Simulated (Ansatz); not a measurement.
## A series in volume scale on Ca3Mg

All results are calculated (Ansatz 0.2.0). Free energy against uniform scaling of the volume at fixed shape and fractions; periodic cell, basis, potentials, k mesh and filling as listed.

The cell before it is scaled or strained (space group Fm-3m, No. 225):
```
Ca3Mg
1.0
      0.0000     4.1737     4.1737
      4.1737     0.0000     4.1737
      4.1737     4.1737     0.0000
Ca Mg
3 1
Direct
  0.50000 0.50000 0.50000
  0.25000 0.25000 0.25000
  0.75000 0.75000 0.75000
  0.00000 0.00000 0.00000
```

Settings of every row: functional PBEsol; dispersion none; potentials PAW; wave cutoff 470 eV; density cutoff 1880 eV; k mesh 5x5x5; k shift 0x0x0; occupations fermi dirac; smearing width 0.1 eV; spin none.

Limits: coarse k mesh, up to 40 meV an atom off; the cell comes from a prototype or a list of computed structures and needn't be the stable phase.

| row | volume scale | V (Å³/atom) | energy above lowest point (meV/atom) |
| --- | --- | --- | --- |
| 1 | 0.9406 | 34.193 | 0.2 |
| 2 | 0.9703 | 35.273 | 0 |
| 3 | 1 | 36.352 | 3.8 |
| 4 | 1.0297 | 37.432 | ? |
| 5 | 1.0594 | 38.512 | 21.7 |

Question: what energy above lowest point should row 4 give?

Worked fit of energy above lowest point. Take u = (V_r/V)^(2/3) − 1 with V_r = 35.812 Å³ an atom, which is twice the finite (Eulerian) strain; such expansions in the strain, on which the Birch-Murnaghan equation of state is built, carry the rest volume and the bulk modulus. The shown rows have u = 0.03132, 0.01016, -0.00993, -0.0473. Least squares give energy above lowest point = 1.42 − 193.9 × u + 4964 × u² meV/atom; a straight line predicts inner rows, each left out in turn, worse (root mean square 4.8 against 0.081 meV/atom). All shown rows lie on it to the printed digit. Its lowest point lies at u = 0.0195, or V = 34.79 Å³ an atom, and the curvature there gives the bulk modulus at fixed shape and fractions, B = (4/9)(1 + u)² E″(u)/V = 21.1 GPa. The withheld row has u = -0.02906, so the fit gives 1.42 − 193.9 × (-0.02906) + 4964 × (-0.02906)² = 11.2 meV/atom.

The calculation gave 11.2 meV/atom. The fit meets it to the printed digit.
